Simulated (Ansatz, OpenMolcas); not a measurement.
# CH6Sn (SMILES [CH3][SnH3]): methods side by side

The species is CH6Sn (8 atoms), meant as a singlet with charge 0. SMILES: `[CH3][SnH3]`. Geometry: relaxed at PBE0-D4/def2-TZVP.

```xyz
8

C     1.0945    0.3674   -0.1106
Sn   -0.9194   -0.3291    0.0821
H     1.3005    0.6277   -1.1488
H     1.7893   -0.4112    0.2040
H     1.2446    1.2492    0.5123
H    -2.0120    0.8868   -0.4175
H    -1.1567   -1.7164   -0.8878
H    -1.2487   -0.7315    1.7104
```

Each level gives the vertical ionisation energy (to the doublet cation) (eV). The values are calculated.

| level | kind | program | value (eV) | less CCSD(T)/def2-SVP | CPU time (all runs) |
| --- | --- | --- | --- | --- | --- |
| HF/def2-SVP (core potential) | Hartree–Fock | Ansatz | 9.75 | -0.78 | 4.2 s |
| revPBE/def2-SVP (core potential) | GGA | Ansatz | 10.38 | -0.15 | 30 s |
| M06-L/def2-SVP (core potential) | meta-GGA | OpenMolcas | 10.41 | -0.12 | 1.7 min |
| M06-2X/def2-SVP (core potential) | hybrid meta-GGA | OpenMolcas | 10.66 | +0.13 | 92 s |
| PBE0/def2-SVP (core potential) | global hybrid | OpenMolcas | 10.58 | +0.05 | 68 s |
| wB97X/def2-SVP (core potential) | range-separated hybrid | Ansatz | 10.65 | +0.12 | 56 s |
| CCSD(T)/def2-SVP (core potential), open shells restricted | coupled cluster or CI | OpenMolcas | 10.53 | 0.00 | 58 s |
| CCSD(T)/def2-SVP (core potential) | coupled cluster or CI | Ansatz | 10.53 | 0.00 | 35 s |

Differences are taken from CCSD(T)/def2-SVP (core potential), open shells restricted for orientation; it has basis-set and higher-order errors of its own. Spin-orbit coupling, which can split open shells on such heavy atoms by tenths of an eV, is left out. The values span 9.75 to 10.66 eV. In the correlated wave-function rows the outer d shell of Sn is correlated, in sets not made for it. CPU times are rough (shared hosts, several kinds of processor): they show what a rung costs within a factor of a few.

Hartree–Fock is the outlier: it puts the ionisation energy at 9.75 eV, against 10.53 eV from coupled cluster, while all the density functionals fall between 10.38 and 10.66 eV. Ionisation breaks up an electron pair, so the neutral molecule has more correlation energy to lose than the cation, which probably accounts for most of the Hartree–Fock shortfall. The two semilocal functionals lie below the coupled-cluster value and the three hybrids above it.

The electron most likely leaves a σ-bonding orbital of the Sn–C and Sn–H framework, since the molecule has no lone pair and tin's bonds are weaker and more polarisable than the C–H bonds. The agreement between the two coupled-cluster treatments suggests that spin contamination of the cation matters little here. Because the energies are vertical, they do not show how far the cation would relax or whether it would keep its Sn–C bond.
